## Why cubic boron nitride stiffens as it is squeezed

The largest cell of cubic boron nitride looks wrong. At a volume of 6.260 Å³ per atom its energy is printed as −8.713 eV per atom, the same as for the cell at 5.669 Å³. Yet the large cell is stretched further from the bottom of the energy well than the small one is squeezed. In a symmetric well it would have to lie higher.

Cubic boron nitride at several fixed volumes, computed with Ansatz 0.2.0 using all-electron LAPW, the PBE functional and scalar relativity. All runs use a 13×13×13 k mesh, Fermi–Dirac smearing of 0.03 eV and a basis error target of 1 meV/atom. Pressure is positive in compression, and energies are relative to spherical, unpolarised free atoms.

```csv
volume (Å³/atom),shortest distance (Å),pressure (GPa),energy less free atoms (eV/atom)
5.551,1.533,29.549,-8.695
5.669,1.544,19.868,-8.713
5.787,1.555,11.054,-8.725
5.846,1.560,6.946,-8.728
5.905,1.565,3.025,-8.730
5.964,1.571,-0.718,-8.730
6.023,1.576,-4.290,-8.729
6.141,1.586,-10.958,-8.724
6.260,1.596,-17.034,-8.713
```

The volume $V$ and the energy $E$ are both counted per atom, and a positive pressure $P$ means that the crystal is held compressed. Interpolation between the two rows where $P$ changes sign places the unloaded crystal at $V_0=5.953$ Å³ per atom. The small cell of the pair lies 4.8% below this volume and the large one 5.2% above it. Equal energies at unequal strains mean that the well is steeper on the side of compression.

### Reading the well through its slope

Pressure is the downhill slope of the energy, $P=-dE/dV$. This settles another oddity, the two neighbouring rows that both print −8.730 eV per atom. They lie on either side of the minimum, where the energy is so flat that its third decimal hardly changes. Their pressures, 3.025 and −0.718 GPa, tell them apart at once: the first cell pushes outwards and the second pulls inwards.

The pressures themselves seem to fall unevenly down the table, with large steps at the ends and small ones in the middle. The volumes are simply set closer together there. The proper measure is the bulk modulus $B=-V\,dP/dV$, the pressure needed for a given relative change of volume. Taken between neighbouring rows, it falls at every step of expansion, from 460 GPa in the first interval to 319 GPa in the last.

So the odd row is part of a regular trend. A crystal that becomes stiffer when squeezed and softer when stretched has a lopsided well, and the larger stretch can cost the same as the smaller squeeze. What remains to be explained is why the crystal resists at all, and why its resistance changes so quickly.

### What pushes back

It is tempting to think of compressed atoms as charged clouds that repel each other. The energy parts of the same calculation give a different picture. From the second-largest cell to the second-smallest, the kinetic energy of the electrons rises by 3.31 eV per atom. Over the same path the electrostatic energy falls by 2.46 eV and the exchange-correlation energy by 0.84 eV, which leaves a net change of only 0.01 eV.

The near-zero sum arises because these two cells lie on opposite sides of the minimum at almost the same height. The separate changes are more telling. The repulsion among the nuclei and among the electrons does grow as the cell shrinks, but the attraction between electrons and nuclei grows more, so the electrostatic energy as a whole favours the smaller cell. Among the three parts, only the kinetic energy opposes contraction.

Quantum mechanics supplies the reason. An electron confined to a smaller region must have a shorter wavelength, and a shorter wavelength means a higher kinetic energy. The Pauli principle makes the effect strong, because the eight valence electrons of each B–N pair cannot all share the lowest orbital. They fill four bands, and squeezing the cell raises the kinetic cost of keeping them in different orbitals.

The unloaded crystal is therefore a balance between two large tendencies. Confinement pushes the cell open, while attraction pulls it shut. At $V_0$ the two cancel in the pressure, but they don't change at the same rate when the volume changes. The difference between those rates is the stiffness.

### Stiffness as a kinetic quantity

The link can be made exact. For electrons and nuclei that interact only through Coulomb forces, the virial theorem connects the full kinetic energy $T$ with the total energy and the pressure:

$$T+E=3PV,\qquad \left.\frac{dT}{d\ln V}\right|_{P=0}=-3BV_0 .$$

The second relation follows from the first by differentiation. It says that a crystal is stiff when its kinetic energy climbs steeply on compression.

The table's pressures and energies can thus predict the kinetic change between the two cells compared above. They give 3.36 eV per atom, about 1.6% more than the 3.31 eV found directly. A small difference of this kind is expected, because the kinetic energy used in density-functional theory belongs to independent electrons and leaves out a part due to correlation. Relativity may also contribute a little.

The theorem is a bookkeeping rule between energies, and it doesn't say how fast the kinetic energy should rise. For that, a picture of the electrons is needed.

### Two powers of the volume

Let every length in the valence cloud shrink in proportion to the cell. Wavelengths then scale as $V^{1/3}$, and kinetic energy, which goes as the inverse square of the wavelength, scales as $V^{-2/3}$. Coulomb energies go as the inverse of a distance and scale as $V^{-1/3}$; exchange follows the same law. With constants $a$ and $b$ for the two tendencies,

$$E=aV^{-2/3}-bV^{-1/3}+\text{constant}.$$

Requiring zero pressure at $V_0$ fixes the ratio of $b$ to $a$. If $T_0=aV_0^{-2/3}$ is the kinetic energy of the valence electrons per atom, the bulk modulus of the unloaded crystal becomes

$$B_0=\left(\frac{10}{9}-\frac{8}{9}\right)\frac{T_0}{V_0}=\frac{2}{9}\,\frac{T_0}{V_0}.$$

The bracket holds the main lesson. The first term is the resistance of the confined electrons, and the second is the help that the growing attraction gives to the compressing force. Four fifths of the resistance is cancelled, and the stiffness of the crystal is the fifth that survives.

This cancellation also explains why the stiffness changes so quickly. In units of $B_0$, the two terms are 5 and 4. When the volume shrinks by 1%, the first grows by 5/3 of a per cent and the second by only 4/3 of a per cent. Their small difference therefore grows by about 3%, much faster than either term alone. A modest imbalance between two large effects becomes a visible lopsidedness of the well.

### An estimate from electron counting

The model still needs a value for $T_0$. The crudest choice is to spread the valence electrons evenly, as in a simple metal. Boron brings three and nitrogen five, hence four per atom on average. The highest occupied level of such a gas lies above its lowest by

$$E_F=\frac{\hbar^2}{2m}\left(3\pi^2\,\frac{4}{V_0}\right)^{2/3}\approx 28\ \text{eV},$$

where $m$ is the electron mass and $\hbar^2/2m$ is about 3.8 eV Å². The mean kinetic energy in the gas is three fifths of $E_F$. The four electrons therefore carry

$$T_0=4\times\tfrac35\times 28\ \text{eV}\approx 67\ \text{eV},\qquad
B_0=\frac29\times\frac{67\ \text{eV}}{5.953\ \text{Å}^3}\approx 2.5\ \text{eV/Å}^3\approx 400\ \text{GPa}.$$

The only value taken from the table is the volume $V_0$; the estimate uses no slope of the pressure curve. The computed pressures give 371 GPa, so electron counting comes out about 8% too high.

The agreement is closer than the picture deserves. In the computed crystal near $V_0$ the occupied valence levels span 20 eV, well short of the 28 eV of the even gas. Boron nitride is an insulator whose electrons gather in bonds and around nitrogen, and a uniform gas ignores this. What the estimate does convey is the scale: hundreds of gigapascals follow naturally from four valence electrons packed into some 6 Å³.

For a related compound, a first quantity to look at is thus the number of valence electrons per volume. With the same structure, the same electron count and bonds of similar polarity, longer bonds mean a more dilute electron cloud, a lower kinetic energy per volume and, in this picture, a softer crystal. The picture leaves out the polarity of the bonds, so it can misplace compounds that differ in it, and its numerical success here shouldn't be presumed elsewhere.

### Where two powers are too few

The simple model can also be tested on the shape of the curve. With $V_0$ held at its interpolated value, a least-squares fit of $B_0$ to all nine pressures gives 376 GPa. The fitted curve makes the crystal slightly too soft in the smallest cell and slightly too stiff in the largest, where its pressure is off by about 0.5 GPa out of 17. The computed stiffness changes faster with volume than the two powers allow.

Murnaghan's equation leaves that rate free:

$$P=\frac{B_0}{B_0'}\left[\left(\frac{V_0}{V}\right)^{B_0'}-1\right].$$

Here $B_0'$ is the rise of the bulk modulus per unit of pressure. Murnaghan's equation keeps it constant, whereas in the two-power model it varies with volume and equals 3 at zero pressure. Fitting the three constants to the same nine pressures by least squares gives $B_0=371$ GPa and $B_0'=3.6$. A plausible reason for the larger value is that the inner 1s shells of boron and nitrogen don't shrink with the cell, so the valence electrons are squeezed into relatively less room than uniform scaling assumes. The data at hand do not test this suggestion.

The opening puzzle can now be put in numbers. Both cells of the pair lie 16.9 meV per atom above the lowest row. A symmetric parabola with the same $B_0$ would put the compressed cell at 15.7 meV and the stretched one at 18.3 meV. The Murnaghan curve, though fitted to pressures alone, recovers the equal heights, which confirms that the table's pressures and energies describe one and the same well.

### Using the curve

For small loads, the relative change of volume is simply $P/B_0$. At 19.868 GPa this rule predicts a shrinkage of 19.868/371, or 5.4%, whereas the computed cell has shrunk by 4.8%. A constant bulk modulus exaggerates the compression because it ignores the stiffening on the way. Under strong tension the error is reversed, and the crystal gives way more than the rule predicts.

The curve belongs to motionless nuclei and to the PBE functional. PBE tends to make crystals of this kind slightly too large and too soft. Zero-point motion and heat, which are left out here, expand a real crystal and usually soften it, so the two errors work against each other. The depth of the well needs separate care: its energy zero is a set of spherical, unpolarised atoms, which lie above the true free atoms, so −8.73 eV per atom overstates the binding. That constant shift leaves the slope and curvature of the well untouched.
